Density of states of PbTe2 in the fluorite structure (relaxed cell, 3 atoms), total and projected on s and p orbitals summed over all atoms, by the tetrahedron method and averaged over 0.3 eV. Calculated with Ansatz 0.2.0: plane-wave PAW, PBEsol, scalar-relativistic without spin-orbit coupling, no spin polarization, 420 eV cutoff, 8 × 8 × 8 k points.

```csv
energy from the Fermi level (eV),total (states/(eV cell)),s (states/(eV cell)),p (states/(eV cell))
-2.6,1.70,0.08,1.61
-2.3,2.22,0.14,2.06
-2.0,1.61,0.12,1.47
-1.7,2.49,0.32,2.12
-1.4,1.92,0.10,1.79
-1.1,1.80,0.10,1.66
-0.8,3.18,0.27,2.85
-0.5,3.34,0.25,3.02
-0.2,2.36,0.12,2.19
0.1,3.59,0.22,3.31
0.4,2.12,0.02,2.07
0.7,1.33,0.00,1.31
1.0,0.38,0.00,0.38
1.3,0.02,0.00,0.02
1.6,0.38,0.02,0.32
1.9,0.74,0.03,0.63
2.2,0.99,0.04,0.84
2.5,1.28,0.06,1.09
2.8,1.95,0.06,1.57
3.1,3.06,0.07,2.35
3.4,2.64,0.08,2.16
3.7,3.66,0.12,3.04
4.0,2.01,0.06,1.72
4.3,3.03,0.10,2.61
```

A band built from a few p orbitals and spread over a few electronvolts holds a few states per electronvolt and cell. That order of magnitude fits most of the column "total". It follows from a count: each orbital in the cell contributes two states, one for each spin, and the band's width dilutes them. If $N$ states fill a width $W$, the mean density of states is

$$\bar g = \frac{N}{W}.$$

Chemistry supplies $N$. Each tellurium atom brings three p orbitals and the lead atom three more, and p character makes up over three quarters of the total in every row. Tellurium is the more electronegative partner, so its six orbitals should be the main parents of the lower block, with 12 states, and the three of lead those of the upper block, with 6. The two sets mix strongly, but mixing only shifts levels and does not change their number.

**From −2.6 to 0.4 eV** the density jumps between about 1.6 and 3.6 states per electronvolt. A box is a rough picture of such a stretch: it lies too high in most rows up to −1.1 eV and too low from −0.8 to 0.1 eV. The orbital energies of the same calculation, listed for part of the band path, place the lower block between −4.08 and 1.09 eV, so it begins well below the first row. Elsewhere in the zone the bands may reach further. These edges are inputs to the rule, which does not predict them.

For the row at −0.8 eV the estimate is

$$\bar g = \frac{12}{1.09+4.08} \approx 2.3,$$

in states per electronvolt and cell. The calculation gives 3.18, so the estimate is 27% below the computed value, an ordinary miss for this block. A density of states is high where bands run flat and low where they are steep, and a box knows nothing of either. It gives the level about which the peaks and dips lie, and no more.

**Around the Fermi level** the electron count becomes useful. Lead brings two p electrons and each tellurium four, which makes 10 electrons for 12 places. The lead 6s pair does not help to fill the gap in the count: the populations show this shell nearly full, and it belongs to a separate band far below the table. Two holes therefore remain at the top of the lower block, and the crystal, in this assumed structure and without spin polarization, is a metal.

The table agrees with the count: with each row taken as a mean over 0.3 eV, the states between the Fermi level and the minimum near 1.3 eV add up to 2.02. The Fermi level is itself set by the number of electrons, so this sum shows only that the minimum closes a block of six p bands. The box also says how far the Fermi level lies below the top of the block: two holes divided by a height of 2.3 give about 0.9 eV. The listed orbital energies give 1.1 eV. The real distance is longer because the states thin out towards the top, so the same two holes need more room.

**At 0.7 and 1.0 eV** this thinning ruins the box. Near a band edge only a small range of electron waves still has the right energy, and the density must fall towards zero. At 1.0 eV the box is about six times too high. The opposite failure occurs exactly at the Fermi level, where the calculation gives 4.1, nearly twice the box. A property that depends on the density at that one energy, such as the electronic heat capacity of a metal, should not be estimated in this way.

**At 1.3 eV** the density almost vanishes. The listed orbital energies leave only about 0.2 eV free between the two blocks. Spin-orbit coupling, which the calculation leaves out, splits the 6p level of a lead atom by considerably more than that. A minimum this narrow could therefore be reshaped or filled once the coupling is included.

**From 1.6 to 2.8 eV** the density climbs from row to row, and a box would be a poor guide. A ramp that starts at zero at the lower edge $E_0$ does better. Its area must again equal the number of states, so its final height is $2N/W$, and at energy $E$

$$g(E) = \frac{2N}{W^2}\,(E-E_0).$$

On the listed part of the path the upper block runs from 1.32 to 4.46 eV, which makes $W$ = 3.14 eV. For the row at 2.5 eV,

$$g = \frac{2\times 6}{3.14^2}\,(2.5-1.32) \approx 1.4,$$

against a computed 1.28, an error of 12% of the computed value. The other rows of this stretch are met at least as well.

The orbital energies suggest why the upper block is light at the bottom and heavy at the top. Along one direction from the zone centre, two of its three bands climb to about 4.5 eV, while the third stays below 2.4 eV. In the outer half of that line, two of the three bands thus lie in the upper half of the block, and the outer part of the zone holds most of its volume. One direction doesn't prove the shape of the whole, but it shows how a block can start thin and gain weight as more bands join in.

**From 3.1 to 4.3 eV** the ramp holds only on average. The density now jumps as it did in the lower block, and at 4.0 eV the estimate is 62% too high. The count survives where the shape fails: the rows from 1.3 eV to the end of the table hold 5.9 states, close to the 6 expected from the lead p orbitals.

Neither worked row was used to fit a constant, because the rule has none to fit beyond the edges taken from the calculation. The ramp, however, was chosen with the table in view, so its success is a description and not a test. The typical miss, taken as the median over the rows of a block, is 29% of the computed value for the box and 11% for the ramp. A square-root law, correct close to the edge of a simple parabolic band, has nearly the same root-mean-square error as the ramp, but its typical miss is 32%. The output below lists the estimate for every row.

To use the rule elsewhere, count the orbitals that form a block and take its edges from a measured spectrum or a known band structure. Start with the box, and use the ramp only if the bands show that the block begins thin and gains weight upwards. A width that is 10% too large lowers the box by about 10% and the slope of the ramp by nearly 20%. The reasoning also gives a trend: if the same atoms move closer together and their orbitals overlap more, the block widens and its mean density falls. If electrons are added while the bands stay much as they are, the Fermi level rises by roughly their number divided by the local density.

Printed output of the fit:

```
Rule against calculation, states/(eV cell):
   row  computed    rule      miss  miss_percent
  -2.6       1.7   2.321    0.6206         36.51
  -2.3      2.22   2.321    0.1006         4.533
  -2.0      1.61   2.321    0.7106         44.14
  -1.7      2.49   2.321   -0.1694        -6.802
  -1.4      1.92   2.321    0.4006         20.87
  -1.1       1.8   2.321    0.5206         28.92
  -0.8      3.18   2.321   -0.8594        -27.02
  -0.5      3.34   2.321    -1.019        -30.52
  -0.2      2.36   2.321  -0.03937        -1.668
   0.1      3.59   2.321    -1.269        -35.36
   0.4      2.12   2.321    0.2006         9.464
   0.7      1.33   2.321    0.9906         74.48
   1.0      0.38   2.321     1.941         510.7
   1.3      0.02       0     -0.02          -100
   1.6      0.38  0.3433  -0.03666        -9.647
   1.9      0.74  0.7073  -0.03269        -4.418
   2.2      0.99   1.071   0.08127          8.21
   2.5      1.28   1.435    0.1552         12.13
   2.8      1.95   1.799   -0.1508        -7.733
   3.1      3.06   2.163   -0.8968        -29.31
   3.4      2.64   2.527   -0.1129        -4.275
   3.7      3.66   2.891   -0.7689        -21.01
   4.0      2.01   3.255     1.245         61.94
   4.3      3.03   3.619     0.589         19.44
width of lower block, eV: 5.171
width of upper block, eV: 3.145
box height of lower block, states/(eV cell): 2.321
ramp slope of upper block, states/(eV^2 cell): 1.213
states counted from Fermi level to minimum, per cell: 2.02
states counted from 1.15 to 4.45 eV, per cell: 5.928
estimated distance from Fermi level to top of lower block, eV: 0.8618
lower block, box: rms miss, states/(eV cell): 0.8566
lower block, box: median size of miss, percent: 28.92
upper block, ramp: rms miss, states/(eV cell): 0.5798
upper block, ramp: median size of miss, percent: 10.89
upper block, flat box instead: rms miss, states/(eV cell): 1.055
upper block, square root instead: rms miss, states/(eV cell): 0.6097
upper block, square root instead: median size of miss, percent: 31.72
```
